**Question**

The size of relativistic effects is set by $(Z\alpha)^2$, with $Z$ the nuclear charge and $\alpha \approx 1/137$: about 0.02 at calcium, 0.1 near ruthenium and 0.3 at platinum. A single 3p electron around a bare nucleus responds, in the mean over $j$, by between a tenth and a fifth of that. The table compares the 3p orbital energy $\varepsilon$ and mean radius $\langle r\rangle$ in 20-electron species at the non-relativistic and Dirac Hartree-Fock levels. The Dirac values are means over 3p$_{1/2}$ and 3p$_{3/2}$ with weights $2j+1$. Both energies are negative in every row, so a positive $\varepsilon$(Dirac)/$\varepsilon$(non-rel.) − 1 means stronger binding.

3p orbital energies ε and mean radii <r> of 20-electron atoms and ions, from B-spline radial code 1 at the basis-set limit: non-relativistic Hartree-Fock with a point nucleus and Dirac-Coulomb Hartree-Fock with a Fermi nucleus. Both levels average over the listed nl configuration; Dirac values are (2j+1)-weighted means over 3p1/2 and 3p3/2.

| species | Z | charge (e) | configuration | ε(3p), non-rel. (eV) | ε(3p), Dirac, (2j+1) mean (eV) | ε(Dirac)/ε(non-rel.) − 1 (%) | <r>(3p), non-rel. (bohr) | <r>(3p), Dirac, (2j+1) mean (bohr) | <r>(Dirac)/<r>(non-rel.) − 1 (%) |
| --- | --- | --- | --- | --- | --- | --- | --- | --- | --- |
| Ca | 20 | 0 | [Ar] 4s2 | -36.4825 | -36.4342 | -0.132 | 1.2746 | 1.2733 | -0.0995 |
| Fe6+ | 26 | 6 | [Ar] 3d2 | -180.043 | -180.483 | 0.245 | 0.79964 | 0.79701 | -0.329 |
| Ga11+ | 31 | 11 | [Ar] 3d2 | -396.051 | -397.657 | 0.406 | 0.60151 | 0.59831 | -0.532 |
| Rb17+ | 37 | 17 | [Ar] 3d2 | -756.768 | -761.736 | 0.657 | 0.46482 | 0.46091 | -0.841 |
| Ru24+ | 44 | 24 | [Ar] 3d2 | -1316.18 | -1329.68 | 1.03 | 0.36793 | 0.36319 | -1.29 |
| In29+ | 49 | 29 | [Ar] 3d2 | -1806.80 | -1831.04 | 1.34 | 0.32039 | 0.31505 | -1.67 |
| Cs35+ | 55 | 35 | [Ar] 3d2 | -2495.54 | -2540.03 | 1.78 | 0.27746 | 0.27138 | -2.19 |
| Pm41+ | 61 | 41 | [Ar] 3d2 | -3293.29 | -3368.87 | 2.29 | 0.24471 | 0.23789 | -2.79 |
| Ho47+ | 67 | 47 | [Ar] 3d2 | -4199.99 | -4321.16 | 2.88 | 0.21890 | 0.21131 | -3.47 |
| Hf52+ | 72 | 52 | [Ar] 3d2 | -5038.78 | -5212.19 | 3.44 | 0.20123 | 0.19299 | -4.09 |
| Pt58+ | 78 | 58 | [Ar] 3d2 | -6145.16 | -6402.97 | 4.20 | 0.18346 | 0.17443 | -4.92 |

(a) Construct a smooth model for the two percentage columns. (b) Decide which rows break it, and by how much. (c) Give the cause.

**Model answer**

(a) For one electron around a point charge, the Dirac energy exceeds the Schrödinger value by the fraction

$$\frac{(Z\alpha)^2}{n^2}\left[\frac{n}{j+\tfrac12}-\frac34\right]$$

in leading order. For 3p, $n/(j+\tfrac12)$ is 3 or 1.5, with weighted mean $(3+2\times1.5)/3=2$, so the fraction is $(2-0.75)/9=0.139$ times $(Z\alpha)^2$. Let $H(Z)$ be the same mean from the exact one-electron Dirac formulas, for energy or radius. At fixed electron number, repulsion is smaller than nuclear attraction by a power of $1/Z$, which suggests

$$\text{change}=H(Z)\,(1-a/Z).$$

Fitted to the ten 3d² ions, with Ca left out because its configuration differs, $a$ is 13.60 for the energy and 12.61 for the radius. It lumps screening of the shift together with screening of the denominator and is not an electron count.

Pt58+, a fitted row, serves as the example. Here $(78/137.04)^2=0.324$, the leading term is $0.139\times0.324=4.50$ %, and the exact $H$ is 5.103 %. The factor $1-13.60/78=0.826$ then gives 4.21 %, against 4.20 % in the table. From Fe6+ to Pt58+ the energy change grows 17.2-fold, which factors into 9.0 from $Z^2$, 1.12 from higher orders in $H$ and 1.70 from fading screening. A power law hides this; it returns an exponent of 2.56 and misses Pt58+ by 0.11 points.

(b) No 3d² row jumps, though Fe6+, the lowest charge, sits 0.0029 points above the energy model against a rounding of 0.0006, the largest miss relative to the change itself. The one-term residuals drift with $Z$ to 0.018 points in energy and 0.032 points in radius at Pt58+, under 1 % of the change there but beyond rounding. A second term $b/Z^2$ brings the radii to about the rounding and leaves 0.007 points in the energy of Pt58+. The residuals are listed row by row in the output after this text.

Ca is the break. The model gives $0.298\times(1-13.60/20)=0.095$ %, while the table has −0.132 %. The gap of 0.23 points is 0.083 eV of lost binding, and the two-term form and power law give 0.084 and 0.096 eV. As a test of extrapolation, Fe6+ predicted from Ga11+ to Pt58+ alone is off by 0.004 points in energy and 0.0085 points in radius. The radius breaks more mildly: Ca contracts by 0.0995 % where the one-term model has 0.137 %, the right sign at about three quarters of the size.

(c) Two effects add in $\varepsilon$(3p). The direct one, for which $H$ is the one-electron limit, pulls the orbital in and down, mostly through 3p$_{1/2}$. The indirect one is the change in repulsion when the other shells move: contracted s and p$_{1/2}$ shells screen the nucleus better and raise the level. The orbitals of Ga11+ show how close the contest is in that ion. There 3p$_{1/2}$ gains 1.225 %, whereas 3p$_{3/2}$ is unshifted (−0.004 %) although its one-electron value is +0.429 %.

The last two electrons are a likely further cause, argued here from electrostatics and not isolated by any run. A charge shell of radius $R$ raises the potential inside it uniformly by $1/R$ per electron. The 4s pair of Ca lies mostly outside 3p, and s orbitals contract directly, so $1/R$ grows and $\varepsilon$(3p) rises, while a uniform shift exerts no force and leaves $\langle r\rangle$ alone. This is how an orbital can shrink and still be less bound; it does not account for the milder break in the radius. At low charge a 3d pair tends the other way, because the contracted core screens it better and loosens it. The outer-shell picture holds for it only in part, since in Ga11+ it lies no farther out than 3p.

The same calculations support these directions. In Ca the sum of $\langle r^2\rangle$ over all electrons falls by 0.64 % and the 4s ionisation energy rises by 0.020 eV, whereas the 3d ionisation energy of Fe6+ falls by 0.488 eV. In Pt58+ it rises by 29.8 eV, so the weakening of 3d is not general along the series. Treating the whole $\langle r^2\rangle$ sum of Ca as two electrons on one thin shell gives about 0.03 eV. This fixes the order only and tends low, because the sum includes the core, which puts the shell too far out and dilutes its fractional shrinkage. The 0.083 eV break is also measured against ions that carry a 3d pair, so it holds both the push from 4s and the missing effect of 3d; how it divides between these and neutrality is not determined here.

**Remarks on the reasoning**

The sign change between Ca and Fe6+ should not be read as the zero crossing of one curve. The configuration change is already visible without relativity: writing $\langle r\rangle=12.5/(Z-s)$ bohr, the screening $s$ climbs from 9.87 at Pt58+ to 10.37 at Fe6+ and drops to 10.19 at Ca.

The 3d² rows are smooth because little can change among them. The configuration is fixed, the average over it removes term structure, and 2p and 3p are closed throughout, so no change in the convention for mixing them is expected. First-order spin-orbit splitting cancels in the $(2j+1)$ mean, so the mean shift is not the splitting: Ho47+ has a shift of 121 eV beside a first-order splitting of 178 eV. Breaks are to be expected at low charge, where the ground configuration changes and where a weakly bound 3d pair responds most to the contracted core.

The residual drift at high $Z$ has no tested cause. A guess is that the screening term has higher orders in $Z\alpha$ of its own; the finite nucleus of the Dirac runs may also enter, though it is not sized at high $Z$, and its direct effect on 3p$_{1/2}$ in Ga11+ is only about $2\times10^{-5}$ eV. The shifts are Dirac-Coulomb values without correlation, and in Ga11+ the Breit interaction would return 0.30 eV of the 1.61 eV gained.

Charge and configuration change together at Ca, and a series in $1/Z$ is weakest at the neutral end. Would neutral Ca held in [Ar] 3d² land near +0.1 %, which would place the break on the 4s pair, stay negative, which would place it on neutrality, or overshoot the model because a barely bound 3d pair loosens strongly?

Printed output of the fit:

```
energy: a=13.60; two terms 1-(13.91)/Z-(-11.2)/Z^2; power law p=2.56
ion change% H% ratio | residual (points): 1-term 2-term power | rounding | non-rel screening s
Ca     -0.1324  0.298 -0.444 | -0.2278 -0.2315 -0.2640 | 0.0003 | 15.09
Fe6+    0.2444  0.506  0.483 |  0.0029  0.0006 -0.0133 | 0.0006 | 15.09
Ga11+   0.4055  0.723  0.561 | -0.0006 -0.0018  0.0010 | 0.0003 | 14.81
Rb17+   0.6565  1.039  0.632 | -0.0004 -0.0002  0.0199 | 0.0001 | 14.63
Ru24+   1.0257  1.485  0.691 | -0.0003  0.0016  0.0334 | 0.0008 | 14.49
In29+   1.3416  1.858  0.722 | -0.0012  0.0020  0.0341 | 0.0006 | 14.43
Cs35+   1.7828  2.371  0.752 | -0.0022  0.0024  0.0248 | 0.0004 | 14.37
Pm41+   2.2950  2.959  0.775 | -0.0048  0.0014  0.0028 | 0.0003 | 14.33
Ho47+   2.8850  3.630  0.795 | -0.0083 -0.0005 -0.0301 | 0.0002 | 14.29
Hf52+   3.4415  4.258  0.808 | -0.0122 -0.0030 -0.0640 | 0.0002 | 14.27
Pt58+   4.1953  5.103  0.822 | -0.0184 -0.0074 -0.1083 | 0.0002 | 14.24
worst 3d2 rows: Pt58+ 0.0184, Pt58+ 0.0074, Pt58+ 0.1083 ; Ca predicted % 0.095 0.099 0.132
Fe6+ from Ga-Pt only, residual 1-term 0.0040, 2-term 0.0019
Pt/Fe growth 17.2 = Z^2 9.0 x higher orders 1.12 x screening 1.70
radius: a=12.61; two terms 1-(13.25)/Z-(-23.1)/Z^2; power law p=2.44
ion change% H% ratio | residual (points): 1-term 2-term power | rounding | non-rel screening s
Ca     -0.0995 -0.370  0.269 |  0.0373  0.0468  0.0826 | 0.0001 | 10.19
Fe6+   -0.3290 -0.627  0.525 | -0.0061 -0.0002  0.0168 | 0.0005 | 10.37
Ga11+  -0.5320 -0.893  0.596 | -0.0021  0.0009 -0.0006 | 0.0005 | 10.22
Rb17+  -0.8410 -1.277  0.659 |  0.0004 -0.0002 -0.0221 | 0.0005 | 10.11
Ru24+  -1.2900 -1.813  0.711 |  0.0034 -0.0014 -0.0395 | 0.0050 | 10.03
In29+  -1.6700 -2.257  0.740 |  0.0060 -0.0018 -0.0433 | 0.0050 |  9.99
Cs35+  -2.1900 -2.858  0.766 |  0.0126  0.0010 -0.0328 | 0.0050 |  9.95
Pm41+  -2.7900 -3.536  0.789 |  0.0149 -0.0003 -0.0117 | 0.0050 |  9.92
Ho47+  -3.4700 -4.294  0.808 |  0.0160 -0.0030  0.0242 | 0.0050 |  9.90
Hf52+  -4.0900 -4.990  0.820 |  0.0263  0.0040  0.0760 | 0.0050 |  9.88
Pt58+  -4.9200 -5.907  0.833 |  0.0316  0.0055  0.1460 | 0.0050 |  9.87
worst 3d2 rows: Pt58+ 0.0316, Pt58+ 0.0055, Pt58+ 0.1460 ; Ca predicted % -0.137 -0.146 -0.182
Fe6+ from Ga-Pt only, residual 1-term -0.0085, 2-term -0.0005
Pt/Fe growth 15.0 = Z^2 9.0 x higher orders 1.05 x screening 1.59
Dirac minus non-rel energy, eV: Ca +0.0483, Fe6+ -0.440, Pt58+ -257.81
Ca energy break in eV (less bound than 1-term, 2-term, power): 0.083 0.084 0.096
Ca sum r^2 change -0.64 %; crude 4s-pair potential rise, order only: 0.03 eV
ionisation energy, Dirac minus non-rel, eV: Ca 4s +0.020, Fe6+ 3d -0.488, Pt58+ 3d +29.8
Ga11+ 3p1/2: -400.90 eV, energy +1.225 % (H +1.311), radius -1.26 % (H -1.54)
Ga11+ 3p3/2: -396.03 eV, energy -0.004 % (H +0.429), radius -0.17 % (H -0.57)
Ga11+ mean shift -1.61 eV; Breit mean +0.30 eV; 3p1/2 direct nuclear size 2e-05 eV
In29+: 1.5 zeta 43 eV, mean shift -24 eV
Ho47+: 1.5 zeta 178 eV, mean shift -121 eV
```
